Question

A pressure of 1 GPa acting through a volume change of 1 Å³ per atom does about 6 meV of work per atom. With this conversion the energies and pressures below can be checked against each other. The crystal is PtSe2, built of flat layers: each is a sheet of platinum between two sheets of selenium, and the layers are stacked along the cell edge c. Negative pressure means tension, the pull needed to hold the crystal at a volume larger than it would choose.

PtSe2 (CdI2 type, P-3m1) in Ansatz 0.2.0: PBEsol with D3(BJ) dispersion, scalar-relativistic plane-wave PAW, no spin polarisation, cutoff 420 eV, 12×12×8 k mesh, Gaussian smearing of 0.1 eV. Cell shape and atoms are relaxed at each volume, and energies count from the minimum of a third-order Birch-Murnaghan fit to the computed energies.

```
volume per atom (Å³/atom)  energy over minimum (meV/atom)  pressure (GPa)
                   16.465                            97.9           16.36
                   17.026                            50.9           10.87
                   17.587                            20.6            6.46
                   18.149                             4.5            2.82
                   18.710                            -0.3            0.00
                   19.271                             3.7           -2.21
                   19.832                            14.1           -3.74
                   20.581                            34.0           -4.76
```

(a) At 18.710 Å³ the energy over the minimum is negative. Is this run faulty?

(b) Take the curve that the compressed rows define and continue it to the stretched ones. Which rows leave it, in which direction and by how much?

(c) What in the crystal causes the departure?

Model answer

(a) The run is sound; the odd sign comes from the zero of energy. Energies are counted from the minimum of a fitted curve, and that curve misses the computed energies by 0.31 meV per atom (root mean square), as much as the oddity itself. The pressures give an independent test, since the energy step between two rows must be close to minus their mean pressure times the volume change. From 18.149 to 18.710 Å³ this work is −4.9 meV, and the energies differ by −4.8 meV. The run therefore lies where its own stress says it should.

(b) A smooth model needs a measure of strain and a stiffness that may change with it. The third-order Birch-Murnaghan equation provides both:

f = [(V₀/V)^(2/3) − 1]/2
P = 3 K f (1 + 2f)^(5/2) (1 + a f)

Here V is the volume per atom, V₀ = 18.710 Å³ is the volume at which the pressure vanishes, P is the pressure, K is the stiffness at V₀ and a describes how the stiffness changes. The two constants were fitted to the rows from 16.465 to 18.710 Å³ only. They come out as K = 85 GPa and a = 311/85.3 = 3.6, and the curve follows those rows to within 0.05 GPa.

Now take the largest volume, 20.581 Å³, which was not part of the fit. There f = −0.031, the factor (1 + 2f)^(5/2) is 0.85 and (1 + a f) is 0.89. Hence

P ≈ 3 × 85 × (−0.031) × 0.85 × 0.89 ≈ −6.0 GPa

The calculation gives −4.76 GPa. The model expects about 1.2 GPa too much tension, a quarter of the computed value.

The row at 19.832 Å³ departs in the same direction by about 0.4 GPa, a tenth of its tension. At 19.271 Å³ the miss is below 0.1 GPa, about twice the model's largest error inside its own range and too small to count as a clear break. The two most stretched rows are thus the ones that break the pattern, and both are softer than the compressed crystal would suggest.

(c) The layers and the gaps between them act like stiff and soft springs joined end to end. Within a layer, strong Pt–Se bonds resist a change of length. Across a gap, selenium faces selenium and the attraction is weaker: it comes from dispersion, the force between fluctuating charges, and from some mixing of selenium orbitals. In such a chain the soft spring takes most of the strain, so the gaps should govern how the crystal answers a small pull or push.

The relaxed cell edges of the same runs support this picture up to zero pressure. If the crystal shrank equally in all directions, c would account for one third of the volume change. It accounts for 60 percent in the step between the two smallest volumes and for 72 percent in the step that ends at zero pressure. The stacking direction is the soft one, and its lead grows as the crystal expands.

The force expected across a gap offers a reason why compression is a poor guide to stretching. When the gap is squeezed, the electron clouds of facing selenium atoms overlap and repel each other steeply, which makes the crystal stiff. When the gap opens, this repulsion fades quickly and leaves an attraction that itself weakens with distance. The net pull must therefore pass through a maximum, and near that maximum further stretching needs hardly any extra tension. A squeezed gap, by contrast, stiffens and leaves more of the strain to the layers, as the falling share of c under compression suggests. Constants learnt from compression therefore describe layers and gaps together, and they are expected to foresee the softening of an opening gap too late.

Remarks on the reasoning

A break in a pattern can be a jump or a bend, and the two often have different causes. A jump would suggest that some rows had settled in another electronic state or structure. Here the stiffness between neighbouring rows falls at every step, from 164 GPa at the compressed end to 28 GPa at the stretched end. Energy steps and pressure work also agree within 1 meV per atom throughout, so what the rows show is a bend.

A good answer also asks whether the formula is to blame. The Vinet equation has a different form, in which cohesion dies away exponentially with distance. Fitted to the same compressed rows, it misses the last row by almost the same amount, as the output below shows. Changing between these two standard curves does not cure the error; what is missing is information about the stretched crystal.

Giving the curve that information helps only in part. The energy fit behind the table used all eight volumes, and it still expects 7 percent too much tension at the last one. A curve with so few constants has to compromise between the squeezed and the stretched side. The small negative energy in part (a) is plausibly a trace of the same compromise.

The weakest link in part (c) is the step from soft stacking to opening gaps. The edge c spans one layer and one gap, and the numbers at hand do not divide its change between them. The cell shapes of the three stretched rows are not given either. That the gaps open there is argued from the trend under compression and from the nature of the forces; the edge c and the selenium positions at 20.581 Å³ would test it.

For practical use, the zero of pressure matters as much as the shape of the curve. The measured c is roughly 5.1 Å, a recalled value, and the computed one is about 9 percent shorter, so this level of theory packs the layers too tightly. The real crystal at ambient pressure has wider spacings, towards the side where this curve is soft. The 85 GPa found at the computed zero of pressure is therefore a doubtful design value for the real material, and probably too high.

Printed output of the fit:

```
fit of pressure on 5 rows (volume <= V0): coefficient of g 85.3 +/- 0.58, coefficient of g*f 310.8 +/- 15; rms 0.0225, worst 18.149 0.0429, leave-one-out rms 0.0426
  rows outside the fit (model, value, miss): 19.271 -2.291, -2.21, -0.0811; 19.832 -4.115, -3.74, -0.375; 20.581 -5.966, -4.76, -1.21
fit of pressure on 5 rows (volume <= V0): coefficient of h*exp(s*(1 - x)) 85.21 +/- 0.12, s 8.225; rms 0.0218, worst 18.149 0.0419, leave-one-out rms 0.0373
  rows outside the fit (model, value, miss): 19.271 -2.287, -2.21, -0.0766; 19.832 -4.102, -3.74, -0.362; 20.581 -5.938, -4.76, -1.18
Steps from the row above and pressure misses (prediction less computed):
     row  stiffness GPa  energy step meV  pressure work meV  Birch-Murnaghan miss GPa  Vinet miss GPa  energy-fit miss GPa
  16.465            n/a              n/a                n/a                  0.005349        0.003909               0.2736
  17.026          163.9              -47             -47.67                 -0.004379         -0.0023            -0.004878
  17.587            136            -30.3             -30.34                  -0.02528        -0.02469              -0.1197
  18.149          115.7            -16.1             -16.28                   0.04286         0.04191              -0.0169
   18.71          92.64             -4.8             -4.937                         0               0              0.06799
  19.271          74.81                4              3.869                  -0.08105         -0.0766               0.1809
  19.832          53.32             10.4              10.42                    -0.375         -0.3625               0.1266
  20.581          27.52             19.9              19.87                    -1.206          -1.178                -0.34
Largest gap between energy step and pressure work, meV/atom: 0.6727
Fitted minimum volume less stress-free volume, Å³/atom: 0.016
Rms error of the energy fit, meV/atom: 0.31
Birch-Murnaghan tension too large at the largest volume, percent: 25.34
Energy-fit tension too large at the largest volume, percent: 7.143
Share of c in the volume change, percent, steps ending at 17.026 to 18.710: 60.27, 63.84, 66.56, 71.62
Change of c from zero pressure to the smallest volume, percent: -8.022
Change of a from zero pressure to the smallest volume, percent: -2.167
Computed c against rough recalled measured c, percent: -9.078
```
